Each molecule in the table contains one gallium atom with three bonds in the usual formula. HOMO is the energy of the highest occupied orbital, LUMO that of the lowest empty one, and the gap is their difference. The SMILES column gives the bonds, but not how the molecule is folded.

Gallium compounds with C, H and O in the gas phase, one conformer each, computed with Ansatz 0.2.0 at the PBE-D4/def2-TZVPP level on PBE0-D4/def2-TZVP geometries. HOMO and LUMO are Kohn–Sham orbital energies. The bond columns count single bonds only, by pair of elements, so the C=O bond of `O=[CH][Ga]([OH])[OH]` doesn't appear under C-O; in the SMILES, hydrogens outside brackets are implicit.

```csv
SMILES,formula,heavy atoms,bonds Ga-C,bonds H-C,bonds C-O,bonds Ga-H,point group,HOMO (eV),LUMO (eV),gap (eV),dipole (D)
O[C]1=[CH][GaH]1,C2H3GaO,4,2,1,1,1,Cs,-5.44,-1.48,3.95,1.71
[CH2]1O[CH2][GaH]1,C2H5GaO,4,2,4,2,1,C2v,-5.57,-2.26,3.31,1.62
[GaH2][CH]1CO1,C2H5GaO,4,1,3,2,2,C1,-5.89,-2.51,3.38,1.52
OC[CH2][GaH2],C2H7GaO,4,1,4,1,2,C1,-6.09,-1.17,4.92,2.91
[CH3][GaH][CH2]O,C2H7GaO,4,2,5,1,1,C1,-5.46,-1.97,3.50,1.35
O=[CH][Ga]([OH])[OH],CH3GaO3,5,1,1,0,0,Cs,-5.80,-3.30,2.50,0.34
CCO[C](C)(C)[GaH2],C5H13GaO,7,1,11,2,2,C1,-5.25,-2.27,2.98,0.94
```

### 1. Which of the two levels makes the gaps differ?

Mostly the empty one. If every molecule is given the average HOMO and keeps its own LUMO, the gaps come out with a typical error of 0.27 eV. If every molecule is given the average LUMO instead, the error is 0.65 eV. This is bookkeeping, because the gap is defined by these two levels, but it tells us where to look for a cause.

### 2. Can the gap be guessed from size or formula?

No. The five molecules with four heavy atoms have gaps that spread over 1.61 eV. The two isomers of C2H5GaO agree within 0.1 eV, while the two isomers of C2H7GaO differ by 1.42 eV. What matters must therefore lie in how the atoms are connected or placed.

### 3. Where does the empty level normally lie?

Gallium has three valence electrons and spends them on three bonds, which lie roughly in one plane. This leaves an empty p orbital perpendicular to that plane. In a simple gallium compound it is the natural candidate for the LUMO, and similar molecules should then have similar LUMOs.

The simplest model is one common level. Its value comes from three saturated molecules whose oxygen is badly placed to reach the p orbital: the four-membered ring, the epoxide and `[CH3][GaH][CH2]O`. Their average is (−2.26 − 2.51 − 1.97)/3 = −2.25 eV.

The larger ether `CCO[C](C)(C)[GaH2]` took no part in this average, and its LUMO is −2.27 eV. Its oxygen is about 2.9 Å from gallium and only 0.2 Å off the plane of the GaH2 group, so it too is badly placed to reach the p orbital. The model then predicts a LUMO near the common level, and the molecule passes this test, though one case can't prove the reason given for the level. The close agreement is better than the model deserves, since the three molecules behind the average differ among themselves by 0.5 eV. A departure of a few tenths of an eV therefore needs no special cause, but one of a whole eV does. Within the three, the explanation fits badly: the epoxide's oxygen stands 0.6 Å above the gallium plane, more than in the other two, yet its LUMO is the lowest, not the highest. The output after the text shows this fit and the molecules that depart from it. In its table of oxygen positions, the zeros for the larger ether are only placeholders: the coordinates exist but weren't entered there.

### 4. Why does `OC[CH2][GaH2]` have the largest gap?

Its chain is folded back on itself. The SMILES suggests an open chain, but in the computed structure the oxygen sits only 2.2 Å from gallium and about 1.9 Å above the plane of the GaH2 group. One of its lone pairs can therefore point into the empty p orbital.

When a filled and an empty orbital overlap, they mix: the filled combination goes down and the empty one goes up. The LUMO of this molecule indeed lies 1.1 eV above the common level, the largest upward shift in the table. The GaH2 group alone doesn't explain it, because the epoxide and the larger ether carry the same group and have low LUMOs.

Borane with ammonia is the simpler case of the same kind. BH3 also has an empty p orbital, and the nitrogen lone pair enters it from above. The comparison gives the direction of the shift, not its size, because ammonia is free to choose the best approach, whereas here a short carbon chain holds the oxygen at a slant.

The dipole moment fits this picture. Donation makes oxygen more positive and gallium more negative. Counted from the negative to the positive end, the part of the dipole along the line from gallium to oxygen is +2.6 D in the folded molecule but −0.8 D in its isomer. The bonds are also arranged differently in the two molecules, so this difference agrees with donation but doesn't prove or measure it.

### 5. The four-membered ring also has oxygen near gallium. Why is its LUMO not raised?

Here the oxygen is 2.5 Å from gallium, but it lies in the plane of the ring. The p orbital has opposite signs above and below that plane. A lone pair lying in the plane meets both halves equally, and the overlap cancels. Oxygen's other lone pair stands upright and can overlap only sideways, which is much less effective at this distance.

The LUMO agrees with this reading. The ring itself helped to set the common level, so it is fairer to compare it with the other two molecules of that average. Their mean is −2.24 eV, and the ring has −2.26 eV. A short distance alone is thus not enough: the donor orbital must also reach gallium from above or below its plane.

### 6. What would change if the folded molecule were opened?

The model allows an estimate. Without the oxygen above gallium, the LUMO should fall back to about −2.25 eV. If the HOMO stayed at −6.09 eV, the gap would be −2.25 + 6.09 ≈ 3.8 eV instead of 4.92 eV. The estimate is uncertain by at least several tenths of an eV. The three molecules behind the common level, and the larger ether that agrees with it, all carry oxygen on a carbon bound to gallium, whereas here it sits one carbon further away, and this may shift the LUMO too. A calculation on the open form would be the direct test of the whole explanation.

This loss of 1.1 eV is smaller than the 1.42 eV by which the folded molecule exceeds its isomer. In that comparison the higher LUMO supplies 0.8 eV and the deeper HOMO the other 0.6 eV. The HOMO part should not simply be credited to the fold. The epoxide isn't folded in this way, yet its HOMO is nearly as deep, at −5.89 eV.

### 7. Does the same rule explain the other two unusual LUMOs?

It probably does, if "lone pair" is widened to "any neighbouring orbital of the right shape". In the unsaturated ring `O[C]1=[CH][GaH]1` the LUMO lies 0.8 eV above the common level, although the oxygen is far from gallium and in the plane. The likely donor is the C=C double bond. Its π electrons lie above and below the ring, just where the empty p orbital of gallium extends.

In `O=[CH][Ga]([OH])[OH]` the LUMO lies 1.1 eV below the common level, and the gap is the smallest in the table. This molecule has a C=O double bond, which brings a low-lying empty π* orbital of its own. When two empty orbitals mix, the lower combination moves further down. The two OH groups act on gallium as well: their lone pairs push its p level up, while their electronegativity pulls it down. The table can't separate these effects from that of the C=O group. Both assignments rest on general bonding theory, and a plot of the orbitals would settle them.

For a related gallium compound, the rule gives a first guess. A filled orbital that reaches the p orbital from above or below raises the LUMO and tends to widen the gap. A low empty orbital beside it has the opposite effect.

### 8. Which digits can be trusted, and for what?

The second decimal has no chemical meaning here. For the unsaturated ring, even the printed levels give −1.48 + 5.44 = 3.96 eV, while the gap column says 3.95 eV, simply because each number was rounded separately. Differences of about 1 eV between molecules are large enough to discuss, provided that their shapes are known. Each row describes a single conformer, not always the one of lowest energy, so the folded form needn't be the preferred one. Question 6 suggests that another conformer could move a gap by about 1 eV.

The absolute gaps need more caution. PBE orbital gaps are usually far smaller than the energy needed to remove an electron from one molecule and add it to another, often by several eV in small molecules. Scalar relativity and spin–orbit coupling are also left out for gallium in every row, which affects absolute levels more than a comparison of like with like. Empty levels near or above zero depend on the basis set as well; among the LUMOs here, this concerns the highest ones first, at −1.17 and −1.48 eV.

In practice, look at the structure before ranking such molecules by gap. Look for double bonds next to gallium, and for donor atoms that are close to it and out of its plane. Compute both the open and the folded form where the chain allows it. If the true cost of removing or adding an electron is wanted, calculate it from total energies of the neutral and charged molecules, not from the orbital levels.

The analysis program printed:

```
Place of O seen from Ga (last row 0 because no coordinates):
                   row  O to Ga (A)  O above Ga plane (A)  LUMO (eV)
      O[C]1=[CH][GaH]1        3.224              0.005002      -1.48
    [CH2]1O[CH2][GaH]1        2.459               0.01549      -2.26
        [GaH2][CH]1CO1        2.898                0.6021      -2.51
         OC[CH2][GaH2]        2.217                 1.897      -1.17
      [CH3][GaH][CH2]O        2.902                0.2433      -1.97
  O=[CH][Ga]([OH])[OH]        2.816               0.01581       -3.3
    CCO[C](C)(C)[GaH2]            0                     0      -2.27
fit of lumo on 3 rows (plain == 1): constant -2.247 +/- 0.16; rms 0.221, worst [CH3][GaH][CH2]O -0.277, leave-one-out rms 0.331
  rows outside the fit (model, value, miss): O[C]1=[CH][GaH]1 -2.247, -1.48, -0.767; OC[CH2][GaH2] -2.247, -1.17, -1.08; O=[CH][Ga]([OH])[OH] -2.247, -3.3, 1.05; CCO[C](C)(C)[GaH2] -2.247, -2.27, 0.0233
LUMO spread of the three fitted rows (eV): 0.54
LUMO of folded molecule above common level (eV): 1.077
LUMO of C=C ring above common level (eV): value: 0.7667
LUMO of acyl compound relative to common level (eV): -1.053
rms gap error with one common HOMO (eV): 0.2725
rms gap error with one common LUMO (eV): 0.6458
gap span among rows with four heavy atoms (eV): 1.61
gap difference of the C2H5GaO isomers (eV): 0.07
gap of folded molecule less its isomer (eV): 1.42
part from higher LUMO (eV): 0.8
part from deeper HOMO (eV): 0.63
dipole part from Ga towards O in folded molecule (D): 2.56
dipole part from Ga towards O in its isomer (D): -0.7864
```
